# Seven questions on how lead sulfide screens an electric field

Window glass has an electronic dielectric constant of roughly 2 and silicon one of roughly 12; lead sulfide lies higher still. The constant tells how strongly the electrons of a solid weaken an electric field while the nuclei stay in place, and its square root is the refractive index at frequencies too high for the ions to follow and too low to excite electrons across the gap. Below, one crystal is squeezed and stretched at a fixed shape. The entries xx, yy and zz are the constants for fields along the three axes.

Clamped-ion dielectric constants of rock-salt PbS at several volumes, computed with GPAW 26.7.0 using PBE, PAW data sets, a 500 eV plane-wave cutoff and no spin–orbit coupling. The response is in the random-phase approximation with local fields, using 30 bands, an 80 eV cutoff and a 20 × 20 × 20 k mesh; the ground-state mesh is 6 × 6 × 6.

```tsv
volume (Å³/atom)	shortest distance (Å)	dielectric xx	dielectric yy	dielectric zz
24.521	2.905	155.67	155.67	155.67
25.042	2.926	25.89	25.89	25.89
25.564	2.946	19.24	19.24	19.24
26.086	2.966	17.27	17.27	17.27
26.608	2.985	16.22	16.22	16.22
27.129	3.005	15.49	15.49	15.49
27.651	3.024	14.93	14.93	14.93
```

## 1. Which cell screens best, and does direction matter?

The densest cell screens best, and the constant falls at every step of expansion. In the four largest cells it lies between about 15 and 17, a refractive index of about 4. Direction does not matter: the rock-salt structure is cubic, and cubic symmetry forces the three entries to be equal.

## 2. Is it enough that a larger cell holds fewer electrons per volume?

The electrons contribute the dielectric constant less one, the susceptibility. If each PbS unit kept its contribution, the susceptibility would fall as the inverse of the volume. Between 25.564 and 27.651 Å³/atom this dilution gives a fall of 8%, while the calculation gives 24%. Each unit must therefore respond less to the average field as the crystal expands, and the likeliest reason lies in the energies of its electrons.

## 3. What does expansion do to those energies?

It opens the gap between filled and empty states. The same calculations give 0.06 eV in the densest cell and 0.51 eV in the largest, with an increase at every step. A useful figure to keep is 0.04 eV of gap for each percent of volume.

The cause is standard chemistry of the lead salts, although the orbitals were not analysed here. The highest filled states, at the point L on the zone boundary, are sulfur 3p states mixed with the filled lead 6s shell that lies below them. The mixing is antibonding, so a shorter Pb–S distance pushes these states up. The lowest empty states, mostly lead 6p, rise less, and the gap narrows under compression.

Gallium arsenide does the opposite. Its lowest empty state is an antibonding s state that rises faster than the filled ones, so pressure widens its direct gap and lowers its refractive index. To guess the sign for a related semiconductor, ask which band edge is pushed up more when the atoms approach.

## 4. Why does the constant not simply follow the gap?

An electron bound like a mass on a spring, with a fixed strength and the gap as its excitation energy, has a susceptibility that goes as the inverse square of the gap. From 25.564 to 27.651 Å³/atom the gap more than doubles, and this picture predicts a fall of 79%. The calculated fall is 24%.

The picture fails because the gap is the smallest excitation energy in the crystal and a poor measure of the typical one. Electrons respond from all parts of the band structure, mostly through transitions of several eV, and these energies change far less in proportion. The part of the fall that dilution leaves over plausibly comes in part from the band edge itself, for which question 5 gives an estimate, and in part from a wider region around L where transitions also become costlier; no full breakdown by region is available to test this.

## 5. Is the value of 156 in the densest cell believable?

A compression of about 2% raises the constant sixfold, from 26 to 156, which calls for a closer look. A computer replaces the continuous band structure by a mesh of points, here 20 × 20 × 20 for the response. A point where the gap is $E$ contributes in proportion to $|d|^2/E$, where $d$ is the dipole matrix element between the filled and the empty state. That element equals a velocity matrix element, which is expected to change little with volume, divided by $E$ and multiplied by constants. The contribution thus goes as $1/E^3$.

From the second cell to the densest one the gap shrinks by a factor of 2.6, so this term grows 18-fold. Let $u$ be its size in the second cell and let everything else be equal in the two cells. The values without local fields, that is, without the fine-scale unevenness of the induced field, are the right ones for a sum over points, and they give

$$u=\frac{158.3-27.46}{18.03-1}\approx 7.7 .$$

The densest cell then owes about 138 of its 158 to the band edge and only 20 to everything else.

These two cells fixed $u$, so the other five are the test. Once the term is scaled to their gaps and subtracted, what remains falls gently from 19 to 16: its steps shrink by less than half along the way, whereas those of the raw values shrink to less than a third. The test is a mild one, since the term is at most about 2 in these cells. A slower law fails: with growth as $1/E$, the second cell would need an edge term of $130.8/(2.62-1)\approx 81$, three times its whole dielectric constant. Growth as $1/E^2$ would need 22 there and leave only 5 for everything else, against 12 in the third cell, which is no smooth remainder. The printed output after these notes lists the term and the remainder for each volume.

Such a steep law is what one expects when a few mesh points dominate the sum. In a real crystal the region with such small gaps shrinks as the gap closes, so its total contribution grows more slowly than $1/E^3$. On a mesh, a point at the band edge keeps its full weight. Most of the sixfold jump is therefore probably an artefact of sampling, and the second cell is likely to be touched by it too. Even the third has an estimated edge term of 2, so part of the 24% fall in question 2 may come from sampling. Without that term the susceptibility still falls by about 15%, roughly twice the dilution. A finer mesh would settle the matter, but none was run, and the estimate assumes that the gaps quoted, found on the coarser ground-state mesh, also occur on the response mesh.

## 6. What would change if spin–orbit coupling were switched on?

Lead is heavy, and the coupling of electron spin to orbital motion splits its empty 6p states and lowers the lowest of them. In lead salts this typically takes a few tenths of an eV off the gap, a rough figure that was not computed here. The gaps of all seven cells are only 0.06 to 0.51 eV, so the correction is as large as the quantity it corrects. The functional PBE tends to make gaps too small, while leaving out the coupling makes them too large. The two errors partly cancel, and adding the coupling alone can take the gap further from experiment.

At the dense end the gap could close, and the two band edges could change places. Further compression would then widen the gap again, and the steady trend of question 3 would break. The calculation without this coupling shows how the gap responds to volume; it does not fix the volume at which the gap vanishes.

## 7. Which digits can be trusted?

The value for the densest cell supports no digit. If its gap were only 0.01 eV smaller, its band-edge term would grow 1.8-fold; in the largest cell the same change would add 6% to a term that is already tiny. The value of 26 in the second cell is doubtful for the same reason, in milder form.

For the larger cells, the optical matrix elements carry an error of a few percent, and they enter the constant squared. Even an error of three percent in the last value would be 0.45, almost as much as the last step of 0.56. The error should be nearly the same in neighbouring cells and largely cancel in their difference, so the downward trend is safer than any single value. Two figures are as many as one should quote, and the missing spin–orbit coupling may shift even these.

For practical use the volume matters as much as the digits. The lowest energy of the series is at 27.129 Å³/atom, where the constant is about 15, and the densest cell is compressed by about 10% relative to it. When a narrow-gap material shows a sudden rise in a calculated dielectric constant, the gap and the mesh should be checked before the number is used.

Numerical output:

```
Gap and estimated band-edge term:
     row  gap (eV)  without local fields  lowering by local fields  relative inverse cube of gap  estimated edge term  remainder
  24.521   0.05638                 158.3                     2.601                         18.03                138.5      19.78
  25.042    0.1479                 27.46                     1.568                             1                7.679      19.78
  25.564    0.2324                 20.74                     1.496                        0.2575                1.978      18.76
  26.086    0.3105                 18.73                     1.461                        0.1079               0.8289       17.9
  26.608    0.3827                 17.64                     1.425                       0.05767               0.4429       17.2
  27.129    0.4492                  16.9                     1.407                       0.03565               0.2738      16.62
  27.651    0.5105                 16.32                     1.393                        0.0243               0.1866      16.14
Dielectric constant, densest row over second row: 6.013
Fall of dielectric constant from first to second row: 129.8
Fall of dielectric constant from second to third row: 6.65
Fall of dielectric constant from sixth to last row: 0.56
Fall of (dielectric constant - 1) from third to last row (percent): 23.63
The same fall from dilution alone (percent): 7.548
The same fall if all of it followed the inverse square of the gap (percent): 79.28
Gap of last row over gap of third row: 2.197
Gap opening from first to second row (eV): 0.09147
Gap opening from sixth to last row (eV): 0.06125
Mean change of gap per unit of ln(volume) (eV): 3.78
Gap left in densest row over the last closing step: 0.6164
Growth of edge term in densest row if its gap were 0.01 eV smaller (factor): 1.796
Growth of edge term in last row if its gap were 0.01 eV smaller (factor): 1.061
Three percent of the dielectric constant in the last row: 0.4479
Volume of the row with the lowest energy (Å³/atom): 27.13
Compression of densest row against the lowest-energy row (percent): 9.613
```
